**The equation and its signs.** A doped SbTe bridge runs from $x=-\ell$ to $x=+\ell$, with $L=2\ell$, and $J$ is the conventional current density, positive along $+x$. The heat flux is $-\kappa T'+STJ$. In a steady state, with $\theta=T-T_0$ and constant $\kappa$, $\rho$ and $\mu=T\,dS/dT$,
$$\theta''-a\theta'+q=0,\qquad a=\frac{\mu J}{\kappa},\qquad q=\frac{\rho J^2}{\kappa}.$$
With both ends at $T_0$ and $u=a\ell$,
$$\theta(x)=\frac{q}{a}\left[x-\ell\,\frac{e^{ax}-\cosh u}{\sinh u}\right].$$
Setting $\theta'=0$ gives $e^{ax_m}=\sinh u/u$, hence
$$x_m=\frac1a\ln\frac{\sinh u}{u}\approx\frac{aL^2}{24},$$
$$\theta_{\max}=\frac{qL^2}{8}\cdot\frac{2}{u^2}\left[\ln\frac{\sinh u}{u}-1+u\coth u\right]\approx\frac{qL^2}{8}\left(1-\frac{u^2}{18}+\frac{2u^4}{405}\right).$$
The peak is even in $u$ to all orders: reversing $J$ only mirrors a symmetric cell.

**The data.** The values are made for the exercise and rounded as data are. Both cells have $L=300$ nm, taken as exact, and a cross-section $A=50\times20$ nm² (±5%), are released from the substrate, and sit at $T_0=300$ K. The melting point is a typical input, approximately 820 K, so $\Delta=T_{\rm melt}-T_0=520\pm15$ K. Cell A has two well cooled ends. Cell B has a poorly cooled right end. Polarity + means current toward the right.

| quantity | + | − |
|---|---|---|
| A, 200 µA pulse: mark edges from the left contact (nm, ±2 each) | 80, 199 | 104, 221 |
| A, 200 µA pulse: voltage across the bridge (V, ±0.003) | 0.312 | 0.312 |
| A: onset current of melting (µA, ±1, one value for both) | 184 | 184 |
| B: onset current of melting (µA, ±1 each) | 151 | 165 |

Sought are $\rho$, $\kappa$, $\mu$ and the properties of the right end of cell B.

**The mark is not the hot spot.** Its edges are taken as the melting isotherm, at $\delta\pm w$. The condition $\theta(\delta+w)=\theta(\delta-w)$ contains no $q$:
$$\delta=\frac1a\ln\frac{\sinh(a\ell)/(a\ell)}{\sinh(aw)/(aw)}\approx\frac{a(\ell^2-w^2)}{6}.$$
It returns $x_m$ only for $w\to0$. The midpoints are 139.5 and 162.5 nm. Their mean, 151.0 nm, locates the thermal centre and absorbs the registration offset. Half their difference gives $\delta=-11.5$ nm for polarity +, and the mean half-width is $w=59.0$ nm. Each is a quarter of a signed sum of four edges, so each carries ±1 nm.

**Uniqueness of $a$.** Write $\delta=g(a)/a$. Since $d^2\ln(\sinh z/z)/dz^2=(1-z^2/\sinh^2z)/z^2$ and $1-z^2/\sinh^2z$ rises with $|z|$, $g$ is convex for $w<\ell$, with $g(0)=0$. So $g/a$ rises monotonically from $-(\ell-w)$ to $\ell-w$, and one $\delta$ fixes one $a$.

**Inversion of cell A.** Intermediate values are carried unrounded. The linear form gives $a=-3.63$ µm⁻¹. The exact root is $a=-3.67$ µm⁻¹, or $u=-0.55$. The hot spot lies at $x_m=-13.6$ nm ($aL^2/24=-13.8$ nm). Equating $\delta$ with $aL^2/24$ would make $|a|$ too small by 16%. At either edge $\theta/q=9.33\times10^3$ nm², so $q=5.57\times10^{16}$ K/m². The peak rise is 617 K, which is 1.6% below $qL^2/8$.

The thermal data fix only $\mu/\kappa$ and $\rho/\kappa$. The voltage sets the scale, and it holds no Seebeck part because both ends are at $T_0$. With $J=20$ MA/cm² and field $E=\rho J=1.04$ V/µm,
$$\rho=0.52\ \text{m}\Omega\,\text{cm},\qquad \kappa=\frac{EJ}{q}=3.7\ \text{W/(m K)},\qquad \mu=\frac{aE}{q}=-68\ \mu\text{V/K}.$$
The mark sits toward the anode, where conventional current enters, so $S$ falls as $T$ rises.

**How errors carry through.** To first order in $u$, $\Delta=q(\ell^2-w^2)/2$, and division gives
$$\mu\approx\frac{3E\delta}{\Delta}=-69\ \mu\text{V/K},$$
free of $\kappa$, $A$ and $w$. The relative errors of $\delta$ (8.7%), $\Delta$ (2.9%) and voltage (1.0%) combine to 9.2%, so $\mu=-68\pm6$ µV/K. For $\kappa\approx EI(\ell^2-w^2)/(2A\Delta)$ the terms are $A$ (5%), $\Delta$, voltage and $w$ (0.6%), together 5.9%, so $\kappa=3.7\pm0.2$ W/(m K). Equal regrowth of both edges during the quench leaves $\mu$ alone at this order. Regrowth by 10 nm per edge would make the inferred $\kappa$ too large by 7%.

**Side loss is barely tested.** Loss to a substrate adds $-m^2\theta$ to the left side of the equation. To first order in $a$,
$$\delta=\frac{a}{2m^2}\left[m\ell\coth m\ell-mw\coth mw\right],\qquad \Delta=\frac{q}{m^2}\left[1-\frac{\cosh mw}{\cosh m\ell}\right].$$
At $m\ell=1$ the ratio $\delta/\Delta$ is 1.30 times its loss-free value $a/3q$, so the loss-free inversion overstates $|\mu|$ by that factor. The onset current is the available test. Solving $\theta_{\max}=\Delta$ without loss predicts 183.4 µA. At $a=0$ loss multiplies $(I_{\rm on}/I)^2$ by about $1+m^2w^2/12=1+0.0129\,(m\ell)^2$. The listed 184 µA gives a factor 1.0065, and the current errors of 0.5% (datum) and 0.3% (from $w$) leave $(m\ell)^2=0.5\pm1.0$. The neglect of loss therefore rests on the released geometry, not on the data.

**Two other odd terms.** A jump $\Delta S_m=S_{\rm melt}-S_{\rm solid}$ releases $\pm T_{\rm melt}\Delta S_mJ$ at $x=\pm w$. This changes $\theta(\pm w)$ by $\pm T_{\rm melt}\Delta S_mJ\,w(\ell-w)/(\kappa\ell)$. Division by the slope $qw$ gives a shift $T_{\rm melt}\Delta S_m(1-w/\ell)/E$, which is 4.8 nm for each 10 µV/K and rivals $\delta$. One pulse cannot separate it from $\mu$. A series of pulses can, because the Thomson part of $E\delta$ is the constant $\mu\Delta/3$ while this part follows $1-w/\ell$. The second term comes from the contacts and is sized in the last note.

**A poorly cooled end.** For cell B take $y=x+\ell$ and $\theta(0)=0$. Current passing from the bridge ($S_1$) into the electrode ($S_2$) releases $\Pi J$, with $\Pi=T(S_1-S_2)$ at the junction. With contact conductance $\kappa/b$ per area and $\beta=b/L$,
$$\theta(L)+b\,\theta'(L)=b\,\Pi J/\kappa .$$
At zeroth order $\theta_0=q(y_0y-y^2/2)$ with $y_0=L(1+2\beta)/[2(1+\beta)]$ and peak $qy_0^2/2$. The Thomson correction $a\theta_1$ obeys $\theta_1''=\theta_0'$ with the homogeneous end conditions, which gives $\theta_1(y_0)=-qy_0L^2\beta^2/[6(1+\beta)^2]$. The Peltier correction is $b\Pi Jy/[\kappa(L+b)]$. The relative change of the peak is
$$\varepsilon=-\frac{2aL\,\beta^2}{3(1+\beta)(1+2\beta)}+\frac{4\beta}{1+2\beta}\,\frac{\Pi}{\rho JL}.$$
Both terms are odd in $J$. The Thomson term is first order in $aL$ but starts at $\beta^2$: at order $\beta$ the larger outflow at one end is offset by that end's smaller weight at the shifted peak. Identical Peltier junctions at both ends preserve the mirror symmetry and give no asymmetry.

**Inversion of cell B.** Since $\theta_{\max}\propto I^2(1\pm\varepsilon)$, with $\varepsilon$ taken for polarity +, the onsets are $I_\pm=\bar I(1\mp\varepsilon/2)$. The mean $\bar I=158$ µA gives $\bar I/I_A=(1+\beta)/(1+2\beta)=0.859$. This function is monotonic, so $\beta=0.197\pm0.012$ is unique, and $b=59$ nm. The difference gives $\varepsilon=0.089\pm0.009$. At $\bar I$, $aL=-0.87$ and $\rho JL=0.246$ V. The Thomson term supplies 0.013, and the remaining 0.075 gives $\Pi=33$ mV. The error of $\varepsilon$ contributes 12% and that of $\beta$ 6%, so $\Pi=33\pm4$ mV. The junction is near $5.5\times10^2$ K, so $S_1-S_2\approx0.06$ mV/K there.

The neglected even terms can be sized from the exact profile $\theta=qy/a+C(e^{ay}-1)$, with $C$ fixed by the end condition and $\Pi$ held constant. The inferred values give peak rises of 530 K and 529 K at the two onsets, against 523 K for cell A at 184 µA. This excess lowers $\beta$ by 0.01, about its statistical error, so only two figures of $\beta$ are supported.

**The remaining ambiguity of cell A.** If both its ends had the same small $b$, the Peltier terms would add $\theta_e x/\ell$ with $\theta_e=b\Pi J\ell/[\kappa(\ell+b)]$, and $E\delta$ would gain $\Pi b/(\ell+b)$. Like $\mu\Delta/3$, this does not depend on $w$. For $b=10$ nm and the $\Pi$ of cell B it is $+2.0$ mV against the observed $E\delta=-12$ mV, so the true $|\mu|$ would be larger by about 17%. Bridges of different length separate the two, since the contact term falls as $\ell$ grows and the Thomson term, for $b\ll\ell$, does not.